# Dirac form of the two-band Kane model and the limiting velocity

**Conventions.** $m_0$ is the free-electron mass, $-e$ the electron charge, $\boldsymbol\sigma$ the Pauli matrices. $\mathbf k$ is measured from the band extremum. $\Delta\equiv E_g/2>0$ is half the direct gap; $\Delta_{so}$ is the spin-orbit splitting of a $p$-like valence band. Energies $E$ are counted from midgap except in section 6, and $\varepsilon=E-\Delta$ from the conduction edge.

## 1. Premises

- P1. One electron in a periodic potential with spin-orbit coupling: $H_0=\dfrac{p^2}{2m_0}+V+\dfrac{\hbar}{4m_0^2c^2}(\boldsymbol\sigma\times\nabla V)\cdot\mathbf p$.
- P2. The crystal has an inversion centre $I$ and time-reversal symmetry $\Theta$, and the extremum $\mathbf k_0$ obeys $-\mathbf k_0=\mathbf k_0+\mathbf G$. The three L points of bismuth (A7 structure) satisfy this.
- P3. Two doublets of opposite parity at $\mathbf k_0$, at energies $\pm\Delta$, lie much closer to each other than to any other level. Only these four states are kept.
- P4. Terms quadratic in $k$ in the $4\times4$ matrix are dropped. Their size is given in sections 7 and 8.

## 2. The $4\times4$ matrix

Write $\psi=e^{i\mathbf k\cdot\mathbf r}\sum_n c_n\psi_n$, with $\psi_n$ the eigenstates of $H_0$ at $\mathbf k_0$. Moving the exponential through $H_0$ shifts $\mathbf p\to\mathbf p+\hbar\mathbf k$:

$$H(\mathbf k)=H_0+\frac{\hbar}{m_0}\mathbf k\cdot\boldsymbol\pi+\frac{\hbar^2k^2}{2m_0},\qquad \boldsymbol\pi=\mathbf p+\frac{\hbar}{4m_0c^2}\boldsymbol\sigma\times\nabla V.\tag{1}$$

**Parity.** By P2, $I$ maps $\mathbf k_0$ onto itself, so the $\psi_n$ have definite parity. $\boldsymbol\pi$ is odd under $I$ ($\mathbf p$ and $\nabla V$ odd, $\boldsymbol\sigma$ even). Its matrix elements inside a doublet vanish; only the block between conduction ($c$) and valence ($v$) doublets survives.

**Conjugation.** $C=I\Theta$ is antiunitary, $\langle Ca|Cb\rangle=\langle a|b\rangle^*$, and $C^2=-1$. Hence $C|a\rangle$ is orthogonal to $|a\rangle$ and degenerate with it. Choose $|c_2\rangle=C|c_1\rangle$, $|v_2\rangle=C|v_1\rangle$, so that $|v_1\rangle=-C|v_2\rangle$. $\boldsymbol\pi$ is odd under $\Theta$ as well ($\mathbf p$ and $\boldsymbol\sigma$ odd), so it commutes with $C$. With $\mathbf t=\langle c_1|\boldsymbol\pi|v_1\rangle/m_0$ and $\mathbf s=\langle c_1|\boldsymbol\pi|v_2\rangle/m_0$:

$$\langle c_2|\boldsymbol\pi|v_2\rangle=\langle Cc_1|C\boldsymbol\pi v_1\rangle=m_0\mathbf t^*,\qquad \langle c_2|\boldsymbol\pi|v_1\rangle=-\langle Cc_1|C\boldsymbol\pi v_2\rangle=-m_0\mathbf s^*.$$

Set $\mathbf t=\mathbf W_0+i\mathbf W_3$, $\mathbf s=\mathbf W_2+i\mathbf W_1$ with four real velocity vectors $\mathbf W_\mu$, and $K_\mu=\mathbf W_\mu\cdot\mathbf k$. The off-diagonal block is $\hbar T$ with

$$T=\begin{pmatrix}\mathbf t\cdot\mathbf k&\mathbf s\cdot\mathbf k\\-\mathbf s^*\!\cdot\mathbf k&\mathbf t^*\!\cdot\mathbf k\end{pmatrix}=K_0+i\sum_{\mu=1}^3K_\mu\sigma_\mu,\qquad TT^\dagger=T^\dagger T=\sum_{\mu=0}^3K_\mu^2.\tag{2}$$

Here $\sigma_\mu$ acts on the doublet index, a pseudospin.

**Removing $\mathbf W_0$.** As $\mathbf k$ runs over three dimensions, $(K_0,\dots,K_3)$ fills a subspace of $\mathbb R^4$ of dimension at most three. A unit vector $(n_0,\dots,n_3)$ orthogonal to it exists. $N=n_0+i\sum n_\mu\sigma_\mu$ is in SU(2), and the change of valence basis $T\to TN^\dagger$ keeps $|v_2\rangle=C|v_1\rangle$ and the form (2). The new scalar part is $\tfrac12{\rm tr}\,TN^\dagger=\sum_\mu K_\mu n_\mu=0$ for all $\mathbf k$. So $\mathbf W_0=0$ without loss of generality. Multiplying both valence states by $-i$ removes the factor $i$. With P4,

$$H=\Delta\,\beta+\hbar\sum_{\mu=1}^3K_\mu\alpha_\mu,\qquad \beta=\begin{pmatrix}1&0\\0&-1\end{pmatrix},\quad \alpha_\mu=\begin{pmatrix}0&\sigma_\mu\\ \sigma_\mu&0\end{pmatrix}.\tag{3}$$

Since $\{\alpha_\mu,\alpha_\nu\}=2\delta_{\mu\nu}$, $\{\alpha_\mu,\beta\}=0$, $\beta^2=1$, this is the Dirac Hamiltonian with $m_0c^2\to\Delta$ and $c\,p_\mu\to\hbar K_\mu$. The two-band model of bismuth goes back to Cohen and Blount (1960), the form (3) to Wolff (1964).

**Role of spin-orbit coupling.** Without it the states are real orbitals $\phi_c$, $\phi_v$ times spinors. Then $\mathbf s=0$, $\mathbf t=\langle\phi_c|\mathbf p|\phi_v\rangle/m_0$ is imaginary, and only $\mathbf W_3$ is left: the bands disperse along one direction only. Three independent $\mathbf W_\mu$ from two doublets need spin-orbit mixing.

## 3. Spectrum and masses

Squaring (3), all cross terms cancel by anticommutation: $H^2=\Delta^2+\hbar^2\sum_\mu K_\mu^2$. $H$ is traceless, so each sign occurs twice:

$$E_\pm=\pm\sqrt{\Delta^2+\hbar^2\,\mathbf k\cdot\mathsf A\,\mathbf k},\qquad \mathsf A=\sum_\mu\mathbf W_\mu\mathbf W_\mu^{T}.\tag{4}$$

$\mathsf A$ is real, symmetric and positive; its eigenvalues are written $u_i^2$. The spectrum depends on $\Delta^2$, so it does not tell which parity lies higher.

Near $k=0$, $E_+=\Delta+\hbar^2\mathbf k\cdot\mathsf A\mathbf k/2\Delta+\dots$. The band-edge inverse mass tensor is $\mathsf m^{-1}=\mathsf A/\Delta$, and on each principal axis

$$m_iu_i^2=\frac{E_g}{2},\qquad u_i=\sqrt{\frac{E_g}{2m_i}}.\tag{5}$$

Valence and conduction masses are equal in magnitude. In the isotropic case $\mathsf A=u^2$,

$$E=\pm\sqrt{(E_g/2)^2+(\hbar uk)^2},\qquad m^*u^2=E_g/2.\tag{6}$$

Inserting $E=\Delta+\varepsilon$ gives $E^2-\Delta^2=\varepsilon(\varepsilon+E_g)$; dividing by $E_g$,

$$\varepsilon\left(1+\frac{\varepsilon}{E_g}\right)=\frac{\hbar^2}{2}\mathbf k\cdot\mathsf m^{-1}\mathbf k,\tag{7}$$

the ellipsoidal nonparabolic law. Constant-energy surfaces are similar ellipsoids at all energies.

## 4. Velocity bound

**Bloch states.** Differentiating $E^2$ in (4), $2E\nabla_{\mathbf k}E=2\hbar^2\mathsf A\mathbf k$, so

$$\mathbf v=\frac1\hbar\nabla_{\mathbf k}E=\frac{\hbar\mathsf A\mathbf k}{E},\qquad \mathbf v\cdot\mathsf A^{-1}\mathbf v=\frac{\hbar^2\mathbf k\cdot\mathsf A\mathbf k}{E^2}=1-\frac{\Delta^2}{E^2}<1.\tag{8}$$

All group velocities lie inside the ellipsoid $\sum_iv_i^2/u_i^2=1$ and approach it as $|E|\to\infty$. In particular $|v_i|<u_i$ and $|\mathbf v|<\max_iu_i$. Isotropic case: $\mathbf v=\hbar u^2\mathbf k/E$ and $v<u$.

Define $\gamma=E/\Delta$ in the conduction band. Isotropically (8) reads $\gamma=(1-v^2/u^2)^{-1/2}$, so $E=\gamma m^*u^2$ and $\hbar\mathbf k=\gamma m^*\mathbf v$. The momentum mass, which also sets the classical cyclotron frequency, is $\gamma m^*=m^*(1+2\varepsilon/E_g)$. The curvature mass along $\mathbf k$ follows from $d^2E/dk^2=\hbar^2u^2\Delta^2/E^3$ and equals $\gamma^3m^*$.

**Arbitrary states.** For envelope functions $\hbar\mathbf k\to\mathbf p+e\mathbf A(\mathbf r,t)$ ($\mathbf A$ the vector potential), and a slowly varying potential energy $U(\mathbf r,t)$ enters as a multiple of the unit matrix. Both commute with $\mathbf r$. For a unit vector $\mathbf n$,

$$\hat v_n=\frac{i}{\hbar}[H,\mathbf n\cdot\mathbf r]=\sum_\mu(\mathbf W_\mu\cdot\mathbf n)\,\alpha_\mu,\qquad \hat v_n^2=\mathbf n\cdot\mathsf A\mathbf n\equiv u_n^2.\tag{9}$$

The eigenvalues are $\pm u_n$, so $|\langle\hat v_n\rangle|\le u_n$ in any state, interband superpositions included. The bound is a property of the velocity matrix, which in (3) has only the interband element.

**Constant force** $F$ on a principal axis, no scattering, start at $k=0$: $\hbar k=Ft$, $v=uFt/\sqrt{(m^*u)^2+(Ft)^2}$, and energy conservation gives $x=(E-\Delta)/F$. Saturation sets in at $Ft\sim m^*u$, after a flight of order $\Delta/F$. $u$ bounds the single-electron velocity. It is not the saturated drift velocity, which scattering fixes.

## 5. The length $\lambda_Z$

Replacing $m_0\to m^*$, $c\to u$ in the reduced Compton length $\hbar/m_0c$ and using (5),

$$\lambda_Z=\frac{\hbar}{m^*u}=\frac{\hbar u}{\Delta}=\hbar\sqrt{\frac{2}{m^*E_g}},\tag{10}$$

one value $\lambda_i$ per principal axis. It enters in four ways.

1. *Crossover.* $E=\Delta\sqrt{1+(k\lambda_Z)^2}$: parabolic for $k\lambda_Z\ll1$, linear for $k\lambda_Z\gg1$.
2. *Decay in the gap.* For $|E|<\Delta$, $k=i\kappa$ with $\kappa=\sqrt{\Delta^2-E^2}/\hbar u$. The shortest decay length is $\lambda_Z$, at midgap.
3. *Interband tunnelling.* With $U=-Fx$ the local energy crosses the gap over $2\Delta/F$. At zero transverse wave vector the WKB exponent is $2\int\kappa\,dx=\frac{2}{\hbar uF}\int_{-\Delta}^{\Delta}\sqrt{\Delta^2-E^2}\,dE=\pi\Delta^2/\hbar uF$. The probability is $\exp(-\pi F_c/F)$ with $F_c=\Delta/\lambda_Z$. One-band motion needs $F\ll F_c$, so the flight $\Delta/F$ to saturation is much longer than $\lambda_Z$.
4. *Trembling motion.* Isotropic, field-free, $p_x=\hbar k_x$: $\{H,\alpha_x\}=2up_x$. Then $\eta=\alpha_x-up_xH^{-1}$ anticommutes with $H$, $\dot\eta=(i/\hbar)[H,\eta]=(2i/\hbar)H\eta$, and integrating $\dot x=u\alpha_x$,
$$x(t)=x(0)+u^2p_xH^{-1}t+\frac{\hbar u}{2i}H^{-1}\left(e^{2iHt/\hbar}-1\right)\eta(0).\tag{11}$$
With $H^{-1}=H/E^2$ one finds $\eta^2=1-u^2p_x^2/E^2$. At $k=0$ the oscillating term has amplitude at most $\hbar u/2\Delta=\lambda_Z/2$ and angular frequency $E_g/\hbar$. $\eta$ links only states of opposite energy, so the term vanishes in a one-band packet. Zawadzki (2005) drew this analogy for narrow-gap semiconductors.

**Landau levels.** With $\Pi_\mu=\mathbf W_\mu\cdot(\mathbf p+e\mathbf A)$ and $[p_i+eA_i,\,p_j+eA_j]=-i\hbar e\,\epsilon_{ijk}B_k$, one has $[\Pi_\mu,\Pi_\nu]=-i\hbar e\,\epsilon_{\mu\nu\lambda}b_\lambda$, $b_\lambda=\tfrac12\epsilon_{\lambda\mu\nu}(\mathbf W_\mu\times\mathbf W_\nu)\cdot\mathbf B$. Then $(\boldsymbol\sigma\cdot\boldsymbol\Pi)^2=\Pi^2+\hbar e\,\boldsymbol\sigma\cdot\mathbf b$. The two components of $\boldsymbol\Pi$ normal to $\mathbf b$ form an oscillator with $\Pi_\perp^2=\hbar e|\mathbf b|(2n+1)$, so

$$E^2=\Delta^2+\Pi_\parallel^2+2\Delta\,\hbar\omega_c\left(n+\tfrac12\pm\tfrac12\right),\qquad \omega_c=e|\mathbf b|/\Delta.\tag{12}$$

Isotropically $\mathbf b=u^2\mathbf B$ and $\omega_c=eB/m^*$. Spin and orbital splittings are equal for every field direction; isotropically $|g|=2m_0/m^*$.

## 6. Zinc-blende Kane model: origin of $\sqrt{2/3}$

Basis (Kane 1957): $|iS\rangle$ and $|X_j\rangle=|X\rangle,|Y\rangle,|Z\rangle$, times spin. $P=-i(\hbar/m_0)\langle S|p_x|X\rangle$ is real, $E_P=2m_0P^2/\hbar^2$, and $\langle iS|H|X_j\rangle=Pk_j$. Dropped: the spin-orbit part of $\boldsymbol\pi$, the free-electron term, remote bands. Energy $E'$ is counted from the valence top.

On the orbital index $(L_k)_{ij}=-i\epsilon_{kij}$, so $\sigma_i\sigma_j=\delta_{ij}+i\epsilon_{ijk}\sigma_k=(1-\mathbf L\cdot\boldsymbol\sigma)_{ij}$. From $\mathbf L\cdot\boldsymbol\sigma=j(j+1)-2-\tfrac34$ the eigenvalues are $+1$ ($j=\tfrac32$, $\Gamma_8$, $E'=0$) and $-2$ ($j=\tfrac12$, $\Gamma_7$, $E'=-\Delta_{so}$). The projectors are

$$Q^{(7)}_{ij}=\tfrac13\sigma_i\sigma_j,\qquad Q^{(8)}_{ij}=\delta_{ij}-\tfrac13\sigma_i\sigma_j=\tfrac23\delta_{ij}-\tfrac i3\epsilon_{ijk}\sigma_k.\tag{13}$$

The valence block is $-\Delta_{so}Q^{(7)}$, with resolvent $Q^{(8)}/E'+Q^{(7)}/(E'+\Delta_{so})$. Solving the six valence equations for the valence amplitudes and inserting them in the conduction equation is exact. For commuting $k_i$, $k_iQ^{(7)}_{ij}k_j=k^2/3$ and $k_iQ^{(8)}_{ij}k_j=2k^2/3$:

$$E'-E_g=P^2k^2\left[\frac{2}{3E'}+\frac{1}{3(E'+\Delta_{so})}\right].\tag{14}$$

This cubic has three roots, each twofold: conduction, light hole, split-off. The remaining two states (heavy holes) have no conduction amplitude and stay at $E'=0$.

**Large $\Delta_{so}$.** The second term drops: $E'(E'-E_g)=\tfrac23P^2k^2$. With $E=E'-E_g/2$ this is $E^2=(E_g/2)^2+\tfrac23P^2k^2$, which is (6) with

$$u=\sqrt{\tfrac23}\,\frac P\hbar=\sqrt{\frac{E_P}{3m_0}}.\tag{15}$$

For $\Delta_{so}=0$ the bracket is $1/E'$ and $u=P/\hbar$.

**Finite $\Delta_{so}$.** Setting $E'=E_g$ in the bracket gives the edge mass, $\hbar^2/2m^*=\tfrac13P^2[2/E_g+1/(E_g+\Delta_{so})]$, hence

$$u_0^2\equiv\frac{E_g}{2m^*}=\frac23\frac{P^2}{\hbar^2}\left[1+\frac{E_g}{2(E_g+\Delta_{so})}\right].\tag{16}$$

Form (6) is then approximate. The dropped term relative to the kept one is $E'/2(E'+\Delta_{so})$ and grows with energy. The velocity matrix of all eight states has eigenvalues $\pm P/\hbar$ and 0, so the strict bound of (14) is $P/\hbar$, approached for $E'\gg E_g,\Delta_{so}$.

**Spectrum only.** The $\Gamma_6$–$\Gamma_8$ problem has six states and is not a Dirac Hamiltonian. In a field, with $\mathbf q=\mathbf p+e\mathbf A$, (13) gives $q_iQ^{(8)}_{ij}q_j=\tfrac23\left(q^2-\tfrac12\hbar e\,\boldsymbol\sigma\cdot\mathbf B\right)$. Matching $-(\hbar e/4m^*)\boldsymbol\sigma\cdot\mathbf B$ to $\tfrac12g\mu_B\boldsymbol\sigma\cdot\mathbf B$ gives $g=-m_0/m^*$, half the magnitude in (12). Equation (15) belongs to cubic symmetry. At L in bismuth no single $P$ exists and (5) holds axis by axis.

**Why $u\sim10^6$ m/s.** For nearly free electrons at a zone face, the waves $\pm G/2+k$ coupled by $V_G$ give $E=\pm\sqrt{V_G^2+(\hbar^2Gk/2m_0)^2}$ after dropping $\hbar^2k^2/2m_0$, so $u=\hbar G/2m_0$. The lattice spacing sets $u$, whatever the gap; a small gap gives a small mass, not a large $u$.

## 7. Range of validity

**Quadratic terms.** Parity forbids them in the off-diagonal block. A diagonal block must be Hermitian and of the form (2), hence a multiple of the unit matrix. On one principal axis they add $\tfrac12\hbar^2k^2(\mu_s+\mu_a\beta)$, and

$$E=\tfrac12\hbar^2\mu_sk^2\pm\sqrt{\left(\Delta+\tfrac12\hbar^2\mu_ak^2\right)^2+\hbar^2u^2k^2},\qquad \frac1{m_{c,v}}=\frac{u^2}{\Delta}+\mu_a\pm\mu_s.\tag{17}$$

The free-electron term contributes $1/m_0$ to $\mu_s$. A remote band at distance $\Delta E$ with coupling energy $E_P'$ contributes about $E_P'/(m_0\Delta E)$, of either sign. The velocity is now unbounded, and (5) applied to an empirical $m_c$ misassigns $u$ unless $|\mu_{s,a}|m_c\ll1$. The free-electron velocity relative to (8) is

$$r_i=\frac{\hbar k_i/m_0}{\hbar k_i/\gamma m_i}=\gamma\frac{m_i}{m_0}=\frac{E}{m_0u_i^2}.\tag{18}$$

Conditions, collected:

- $|E|\ll m_0u_i^2$ on the axis considered, and more strictly $\gamma m_i|\mu_{s,a}|\ll1$.
- $|E|$ small against the distance to the next band ($E'\ll\Delta_{so}$ for (15)).
- $k$ small against the zone size. A periodic band must bend over, so $u$ is a plateau of $v(k)$, not a true asymptote.
- $U$ smooth on the lattice scale. For one-band statements also $F\ll F_c$.
- Inversion symmetry for (3). In zinc-blende crystals the inversion-asymmetry splittings lie outside (14).
- Independent electrons. Interactions and temperature enter only through $E_g$ and $\mathsf m$.

## 8. Numbers: L electrons of bismuth

**Inputs.** Typical low-temperature values, of the kind chosen to reproduce the typical electron Fermi surface, so the results below are the model's and test nothing: $E_g=15.3$ meV, $\varepsilon_F=27.6$ meV, and for one pocket ($x$ binary, $y$ bisectrix, $z$ trigonal) $m_{xx}=0.00124$, $m_{yy}=0.257$, $m_{zz}=0.00585$, $|m_{yz}|=0.0277$ in $m_0$. The group of L, $C_{2h}$ with the twofold axis along $x$, allows only these components. The other two pockets follow by $120^\circ$ rotations about $z$. Measured hexagonal lattice constants, compiled values: $a=4.533$ Å, $c=11.796$ Å (low temperature, Cucka–Barrett, as listed by Arnaud 2016).

**Zone scale.** A primitive reciprocal vector has components $4\pi/\sqrt3a=1.601$ Å$^{-1}$ in the basal plane and $2\pi/c=0.533$ Å$^{-1}$ along $z$. L is half of it, $|\Gamma L|=0.843$ Å$^{-1}$, and $\hbar|\Gamma L|/m_0=0.98\times10^6$ m/s is the nearly-free-electron velocity scale. The two-atom cell has volume $\sqrt3a^2c/6=69.97$ Å$^3$.

**Principal axes.** The $yz$ block has eigenvalues $\tfrac12(m_{yy}+m_{zz})\pm\sqrt{\tfrac14(m_{yy}-m_{zz})^2+m_{yz}^2}$, and $\tan2\theta=2|m_{yz}|/(m_{yy}-m_{zz})$ gives a tilt $\theta=6.2^\circ$. Axis 1 is binary, axis 2 near the bisectrix, axis 3 near the trigonal direction.

**Fermi level.** $\Delta=7.65$ meV, $E_F=35.25$ meV, $\gamma=4.61$. For $\mathbf k$ on any principal axis $k_F\lambda_i=\sqrt{\gamma^2-1}=4.50$ and $v_F/u_i=\sqrt{1-\gamma^{-2}}=0.976$. The left side of (7) is 77 meV. A parabolic band with the edge mass would give $v=4.50\,u_i$ at the same $k$.

| axis | 1 | 2 | 3 |
|---|---|---|---|
| $m_i/m_0$ | 0.00124 | 0.260 | 0.00283 |
| $u_i$ ($10^6$ m/s) | 1.04 | 0.072 | 0.69 |
| $v_F$ ($10^6$ m/s) | 1.02 | 0.070 | 0.67 |
| $\lambda_i$ (nm) | 90 | 6.2 | 59 |
| $k_F$ (Å$^{-1}$) | 0.0050 | 0.073 | 0.0076 |
| $m_0u_i^2$ (eV) | 6.2 | 0.029 | 2.7 |
| $\hbar^2k_F^2/2m_0$ (meV) | 0.10 | 20 | 0.22 |
| $r_i$ | 0.0057 | 1.2 | 0.013 |

Three pockets with two states per $\mathbf k$ hold $n=3\,k_{F1}k_{F2}k_{F3}/3\pi^2=2.8\times10^{17}$ cm$^{-3}$, or $9.8\times10^{-6}$ electrons per atom. On the binary axis $c/u_1=288$, $\lambda_1$ is $198\,a$ and $2.3\times10^5$ times $\hbar/m_0c$, and $F_c/e=0.85$ kV/cm. The trembling frequency is $E_g/h=3.70$ THz. $k_BT$ reaches $\Delta$ at 89 K; the inputs hold only well below that.

**Reading.** On the light axes 1 and 3 the Fermi electrons of the model move within a few per cent of the limiting velocity, and the free-electron term is negligible. If remote bands are assumed to give $|\mu|=10/m_0$, the corrections $10\,r_i$ are 0.057 and 0.13, which sets the accuracy of $u_1$ and $u_3$. On the heavy axis $k_F$ is still only 0.086 of $|\Gamma L|$ and $\lambda_2=14\,a$, yet P4 fails: the free-electron term alone is 20 meV against $\varepsilon_F=27.6$ meV, and its velocity is 1.2 times the two-band one. There $u_2$, $\lambda_2$ and $v_{F2}$ are formal numbers of the model, uncertain by a factor of order one, and no limiting velocity can be claimed; (17) with $\mu_s,\mu_a$ is the minimum description.

**Cubic channel materials.** Typical low-temperature inputs in the first three columns; $E_P$ values of this kind are fitted to conduction masses, so $m^*$ is no test. Velocities in $10^6$ m/s, $P/\hbar=\sqrt{E_P/2m_0}$, $u_0$ and $m^*$ from (16), $\lambda_Z=2\hbar u_0/E_g$.

| | $E_g$ (eV) | $\Delta_{so}$ (eV) | $E_P$ (eV) | $P/\hbar$ | $\sqrt{2/3}P/\hbar$ | $u_0$ | $m^*/m_0$ | $\lambda_Z$ (nm) |
|---|---|---|---|---|---|---|---|---|
| InSb | 0.235 | 0.81 | 23.3 | 1.43 | 1.17 | 1.23 | 0.0136 | 6.9 |
| InAs | 0.417 | 0.39 | 21.5 | 1.38 | 1.12 | 1.26 | 0.0231 | 4.0 |

The model's $u_0$ exceeds the large-$\Delta_{so}$ value (15) by 5.5 % for InSb and 12 % for InAs, where $\Delta_{so}<E_g$ and (14) must be used. With gaps 15 and 27 times that of bismuth, $u_0$ stays near $10^6$ m/s like $u_1$, while $\lambda_Z=2\hbar u/E_g$ shrinks roughly as the inverse gap.